# Feibelman parameters and the slope of the surface plasmon: Al(111), Na and depleted silicon

A sharp, local surface has a nonretarded plasmon at $\epsilon(\omega_s)=-1$ for every parallel wave vector $q$. The first correction in $q$ depends on two lengths, the Feibelman parameters.

**Conventions.** Gaussian units; fields vary as $e^{iqx-i\omega t}$; the solid fills $z<0$, so a positive length points into vacuum. For jellium $z=0$ is the background edge, which for Al(111) lies half a layer spacing, $a/2\sqrt3=1.17$ Å, outside the top plane (typical $a=4.05$ Å).

## The response function

Outside the surface region $\phi=e^{qz}-g\,e^{-qz}$; deep inside $\phi=t\,e^{qz}$. The induced charge $\rho(z)$ has the integral $\sigma=\int\rho\,dz$ and the centroid $d_\perp=\int z\rho\,dz/\sigma$. In TDDFT, $\rho$ solves the linear-response equation at $q\to0$, a one-dimensional problem for jellium. Its potential is $(2\pi/q)\int\rho(z')e^{-q|z-z'|}dz'$. With $s=-2\pi\sigma/q$, to first order in $q$,

$$g=s(1+qd_\perp),\qquad t=1-s(1-qd_\perp).$$

**Predict:** there are three unknowns and two equations. Which law supplies the third?

Charge conservation does: $\rho=-\nabla\cdot\mathbf P$ integrates to $\sigma=-iq\int P_x\,dz$. In the bulk $P_x=\chi E_x$ with $\chi=(\epsilon-1)/4\pi$ and $E_x=-iqt\,e^{qz}$. Define $d_\parallel$ by writing the surface excess of $\int P_x\,dz$ over the bulk form cut at $z=0$ as $\chi E_x(0)\,d_\parallel$. Then $\sigma=-\chi qt(1+qd_\parallel)$, or $s=\tfrac12(\epsilon-1)(1+qd_\parallel)\,t$. Eliminate $s$ and $t$ and drop $q^2$:

$$g=\frac{(\epsilon-1)\,[1+q(d_\perp+d_\parallel)]}{\epsilon+1-(\epsilon-1)\,q\,(d_\perp-d_\parallel)}.$$

**Predict:** what does moving the whole surface outward by $b$ do?

Both lengths grow by $b$, $g$ gains the factor $1+2qb\approx e^{2qb}$, and the pole stays. Only $d_\perp-d_\parallel$ can move a frequency. Expanding the denominator about $\epsilon=-1$ gives

$$\omega(q)-\omega_s=-\frac{2q\,(d_\perp-d_\parallel)}{\epsilon'(\omega_s)},$$

with both lengths taken at $\omega_s$; their frequency dependence enters at order $q^2$.

In jellium a uniform parallel field moves all electrons rigidly, so $P_x\propto n_0(z)$ and $d_\parallel=\int[n_0(z)/\bar n-\theta(-z)]\,dz=0$ by neutrality. With $\epsilon=1-\omega_p^2/\omega^2$ and $\omega_p^2=4\pi\bar ne^2/m$, one has $\omega_s=\omega_p/\sqrt2$, $\epsilon'(\omega_s)=4/\omega_s$, and

$$\omega(q)=\omega_s\left[1-\tfrac12\,q\,d_\perp(\omega_s)\right].$$

Charge outside the edge lowers the frequency. $\mathrm{Im}\,d_\perp>0$ puts the pole below the real axis and gives $\mathrm{Im}\,g$ the full width $\omega_s q\,\mathrm{Im}\,d_\perp$.

## Four surface models

Al has 12 electrons per cubic cell. Na has 2, with a typical $a=4.29$ Å. Hence $r_s=2.07$ and $3.99$ bohr.

**Hard wall.** Hydrodynamic electrons obey $\beta^2\rho''=(\omega_p^2-\omega^2)\rho$ with $\beta^2=\tfrac35v_F^2$, giving $\hbar\beta=10.32$ eV Å (Al) and $5.36$ eV Å (Na).

**Predict** the sign of $d_\perp$.

The solution $e^{\kappa z}$, with $\kappa=\sqrt{\omega_p^2-\omega^2}/\beta$, has its centroid at $-1/\kappa$. At $\omega_s$ this is $-\beta/\omega_s$, and the slope is $+\beta/2$.

**Spill-out.** A self-consistent surface has no wall, and the easily displaced tail lies outside the edge. Take $\mathrm{Re}\,d_\perp=0.6$ Å for both metals as an approximate input, typical of simple metals.

**Diffuse local edge.** Let $n_0/\bar n=f=1/(1+e^{z/\lambda})$ and $\epsilon(z)=1-(1-\epsilon)f$. At $q\to0$ $D_z$ is constant, so $\rho\propto d[1/\epsilon(z)]/dz$. With $y=e^{z/\lambda}$, $1/\epsilon(z)=(1+y)/(y+\epsilon)$, and $\int_0^\infty \ln y\,(y+\epsilon)^{-2}dy=\ln\epsilon/\epsilon$ yields

$$d_\perp=\lambda\ln\epsilon .$$

**Predict** its value at $\epsilon=-1+i0$.

It is $i\pi\lambda$: damping and no shift, by absorption at the plane where $\epsilon(z)=0$. Matching the tail to a state at the Fermi level gives $\lambda=\hbar/2\sqrt{2m\Phi}$. The measured work function of Al(100), 4.31 eV as compiled by Tran (2019), stands in for the (111) face and gives $\lambda=0.47$ Å.

**Depleted n-Si.** Typical inputs are $n=10^{20}$ cm$^{-3}$, $m^*=0.26\,m$, $\epsilon_b=11.7$ and an assumed band bending $V=0.5$ V. The bulk has $\epsilon=\epsilon_b-\omega_p^2/\omega^2$ with $\hbar\omega_p=0.728$ eV, so $\omega_s=\omega_p/\sqrt{\epsilon_b+1}$ and $\epsilon'(\omega_s)=2(\epsilon_b+1)/\omega_s$. An abrupt carrier-free layer of width $W=\sqrt{\epsilon_bV/2\pi en}=25$ Å lies below $z=0$, here the crystal surface. The jumps of $1/\epsilon(z)$ at $0$ and $-W$ give $d_\perp=-W(1/\epsilon_b-1/\epsilon)/(1-1/\epsilon)$, and the excess polarisation gives $d_\parallel=W(\epsilon_b-\epsilon)/(\epsilon-1)$. At $\epsilon=-1$,

$$d_\perp=-\tfrac W2\left(1+\tfrac1{\epsilon_b}\right),\qquad d_\parallel=-\tfrac W2(\epsilon_b+1).$$

**Predict:** $d_\perp$ is negative, as for the hard wall. Is the slope positive?

## Comparison

All entries are the models' values.

| Model | $\hbar\omega_s$ (eV) | $d_\perp$ (Å) | $d_\parallel$ (Å) | $\hbar\,d\omega/dq$ (eV Å) | $\omega_s^{-1}d\omega/dq$ (Å) |
|---|---|---|---|---|---|
| Al, hard wall | 11.16 | $-0.92$ | 0 | 5.2 | 0.46 |
| Na, hard wall | 4.18 | $-1.28$ | 0 | 2.7 | 0.64 |
| Al, spill-out | 11.16 | 0.6 (input) | 0 | $-3.3$ | $-0.30$ |
| Na, spill-out | 4.18 | 0.6 (input) | 0 | $-1.3$ | $-0.30$ |
| Al, diffuse local | 11.16 | $1.5\,i$ | 0 | $-8.2\,i$ | $-0.74\,i$ |
| n-Si, depleted | 0.204 | $-14$ | $-161$ | $-2.4$ | $-12$ |

The slope is a bulk factor $2/\epsilon'$ times a surface length, and each trend belongs to one of the two.

*Sign.* The bulk factor is positive at a transparent frequency, so the surface decides. In silicon $d_\perp-d_\parallel=148$ Å: the carrier current along the surface is missing over the depth $W$, $d_\parallel$ dominates, and the slope is negative. The jellium formula would have given the opposite sign.

*Density.* The jellium bulk factor is $\omega_s/2\propto r_s^{-3/2}$. At equal $d_\perp$ the Al slope exceeds that of Na by the factor 2.67. For the hard wall $|d_\perp|=\beta/\omega_s\propto r_s^{1/2}$ is 1.39 times longer in Na, so the slope goes as $1/r_s$ and the ratio drops to 1.92.

*Background.* In silicon $2/\epsilon'=\omega_s/(\epsilon_b+1)$. The background that enlarges $d_\parallel$ also shrinks the bulk factor, leaving the relative slope $-W(\epsilon_b-1)/2\epsilon_b$, which never exceeds $W/2$ in size.

## Where the linear law holds

**Predict:** does the law improve without limit as $q\to0$?

It does not, because retardation takes over. A sharp surface has $q^2=(\omega/c)^2\epsilon/(\epsilon+1)$. For a Drude metal at $q\gg k=\omega_s/c$ this gives $\epsilon+1\approx-k^2/q^2$, a shift of $-\omega_sk^2/4q^2$. For Al $k=0.0057$ Å$^{-1}$, and this shift equals the spill-out shift at $q=(k^2/2d_\perp)^{1/3}=0.030$ Å$^{-1}$.

The $q^2$ term bounds the range from above. If $\omega=\omega_s-Aq+Bq^2$ has its minimum at $q_m$, the quadratic term is the fraction $q/2q_m$ of the linear one. Take $q_m\approx0.2$ Å$^{-1}$ as a typical input for Al. At $q=0.10$ Å$^{-1}$ the model's contributions are $-0.33$ eV (linear), $0.08$ eV (quadratic) and $-0.009$ eV (retardation). The diffuse model gives a surface width of $1.6$ eV there, to which a $q$-independent bulk width adds. The shift is a fraction of the line width.

For silicon the layer problem is solvable at any $q$: matching $\phi$ and $D_z$ at both planes gives $\epsilon=-\epsilon_b(1+\epsilon_bT)/(\epsilon_b+T)$ with $T=\tanh qW$. At $q=10^{-3}$ Å$^{-1}$ it shifts the mode by $-2.3$ meV, against $-2.4$ meV from the linear law. A typical collision width of about 60 meV at this doping would hide that shift. Carrier pressure smears the charge at $-W$ inward over $\beta/\sqrt{\omega_p^2/\epsilon_b-\omega_s^2}=30$ Å (six isotropic valleys of mass $m^*$). That charge is the fraction $(1+1/\epsilon_b)/2$ of the total, so $d_\perp$ moves a further 16 Å inward. This doubles $d_\perp$ but lowers $d_\perp-d_\parallel$ by only 11 per cent.

Weighed against typical knowledge of Al(111), the jellium $\hbar\omega_s$ is a few per cent high, since core polarisation and interband terms are left out, and the initial slope is typically negative, near $-3$ eV Å. The hard wall therefore misses even the sign. The spill-out length was chosen to reproduce this typical behaviour, so its row tests nothing. The diffuse local edge has the typical order of $\mathrm{Im}\,d_\perp$, about an ångström, but it ignores the nonlocal electron-hole excitation that damps the real mode, so its width is good to an order of magnitude only.